Appendix. Updated versus recomputed Hessians in a saddle search

A1. The updates

Let H be the current symmetric n×n Hessian estimate, s the step, y the gradient change and z = y − Hs. An update must be symmetric and obey the secant condition ΔH s = z. With ŝ = s/|s| and P = 1 − ŝŝᵀ, the Frobenius norm of a symmetric ΔH splits as

‖ΔH‖² = ‖PΔHP‖² + 2|PΔHŝ|² + (ŝ·ΔHŝ)².

The secant condition fixes the last two terms, so the norm is least when PΔHP = 0. Expanding ΔH = ΔH − PΔHP gives the Powell-symmetric-Broyden update (Powell, 1970):

ΔH(PSB) = (zsᵀ + szᵀ)/(s·s) − (z·s) ssᵀ/(s·s)².

A symmetric rank-one change ±aaᵀ obeys the condition only if a is parallel to z, which leaves ΔH(SR1) = zzᵀ/(z·s); for z·s = 0 and z ≠ 0 none exists. Writing z = (z·ŝ)ŝ + v with v = Pz gives ΔH(SR1) = ΔH(PSB) + vvᵀ/(z·s). Bofill (1994) mixes φ·SR1 + (1 − φ)·PSB with φ = (z·s)²/[(z·z)(s·s)], the squared cosine of the angle between z and s:

ΔH(Bofill) = ΔH(PSB) + (z·s) vvᵀ/[(z·z)(s·s)].

The pole has cancelled. In units of |z|²/|s|², ‖ΔH‖² is 2 − φ (PSB), 1/φ (SR1) and 2 − φ + φ(1 − φ)² (Bofill). None forces positive definiteness, so all admit a negative eigenvalue. PSB and φ depend on the scaling of the coordinates; SR1 does not.

A2. How the error falls

Take full steps s = −H⁻¹g, so that z is the new gradient. Let A be the exact Hessian at the saddle, d(k) the distance from the saddle after k steps, and E = A − H.

Frozen H₀: near the saddle the displacement is multiplied by 1 − H₀⁻¹A, so d ∝ ρᵏ, ρ being its spectral radius.

Newton (H recomputed each step): d(k+1) = O(d(k)²).

PSB, quadratic surface: z = Es and E → PEP, so ‖E‖² drops by at least |z|²/|s|² per step, and these ratios sum to at most ‖E₀‖². Since d(k+1) ≤ ‖A⁻¹‖|z|, the geometric mean of d(k+1)/|s(k)| over m steps is at most ‖A⁻¹‖‖E₀‖/√m: a convergent run is superlinear.

SR1, quadratic surface: E → E − EssᵀE/(s·Es) loses one rank per update, so H = A after at most n updates, barring zero denominators; ‖E‖ may grow on the way. Bofill gives PEP − φvvᵀ/(z·s), between the two, without either guarantee.

A3. Work and memory

The unit is one gradient; a Hessian costs κ. Forward differences give κ = n, and n = 3×8 − 6 = 18 for ethane without symmetry. With H₀ exact at the start, iterate k costs κ + k (frozen, updates) or k(1 + κ) (Newton). Reaching d ≤ η thus costs κ + O(ln(1/η)/ln(1/ρ)) frozen and (1 + κ)·O(log₂ ln(1/η)) by Newton, while the updates add to κ fewer than logarithmically many gradients. An update takes O(n²) operations and a diagonalisation O(n³), both neglected here. Every scheme stores n(n+1)/2 = 171 numbers; held as corrections to H₀, SR1 adds one vector per step, PSB and Bofill two.

A4. Solvable model

Let τ be the torsion from eclipsed and x the C–C extension from its staggered value. With θ = 3τ and u = x√(f/V₀),

V/V₀ = ½(1 + cos θ)(1 − γu) + ½u².

The staggered minimum (θ = π, u = 0) has V = 0. The saddle is exactly θ = 0, u = γ, with barrier V₀(1 − γ²/2) and A = diag(−(1 − γ²)/2, 1). Assumed inputs are V₀ = 3.0 kcal/mol, f = 650 kcal/(mol Å²) and γ = 0.2, chosen to reproduce the typical barrier and bond lengthening of ethane. The model's barrier is 2.94 kcal/mol, x = 0.014 Å and A = diag(−0.48, 1). V₀ and f scale out, so the table also serves a disilane model with the same γ. Norms are taken in (θ, u); to leading order the barrier error is at most ½V₀d².

The start is τ = 15°, u = 0 (d = 0.81). The common first step gives d = 0.17 and a barrier error of −0.018 kcal/mol. Here ρ = 0.274, and with w = u − γ Newton maps θ → −γθw/(1 − γ²), w → γθ²/4 at second order.

d after k steps:

k   frozen     PSB        SR1        Bofill      Newton
2   4.9×10⁻²   9.6×10⁻³   9.7×10⁻³   9.7×10⁻³    3.2×10⁻³
3   1.3×10⁻²   2.5×10⁻⁴   1.0×10⁻³   1.8×10⁻⁴    9.6×10⁻⁷
4   3.6×10⁻³   1.1×10⁻⁵   1.1×10⁻⁵   4.0×10⁻⁷    <10⁻¹²
5   9.9×10⁻⁴   7.8×10⁻⁸   5.2×10⁻⁷   2.1×10⁻¹⁰   –

Along the Bofill run φ is 0.58, 0.055 and 0.98. At the second update an SR1 change would have norm 4.3|z|/|s| against 1.4|z|/|s| for PSB; in the SR1 run that update lowers the stretch curvature to 0.84, the exact value being 1.

Gradients needed at κ = 18, counting no extra steps for the other 16 coordinates (an assumption that flatters the updates):

target      frozen   PSB   SR1   Bofill   Newton
d ≤ 10⁻²    22       20    20    20       38
d ≤ 10⁻⁶    29       23    23    22       57

A5. Choice

For the barrier to 0.02 kcal/mol, one step (19 gradients) suffices and no update is used. For d ≤ 10⁻² (torsion within 0.19°, barrier within about 1.5×10⁻⁴ kcal/mol) any update is cheapest. For d ≤ 10⁻⁶ Bofill is cheapest, by one gradient over PSB and SR1; Newton would win only if 3(1 + κ) < κ + 4, that is κ < 0.5. Within 20 gradients the three updates lie within 1% of each other; within 21, 22 or 23 Bofill is best, ending at 2.1×10⁻¹⁰, which Newton passes only at 76. The order among the updates belongs to this start and scaling. The firm conclusion is that the first Hessian dominates the bill and a second does not repay its cost.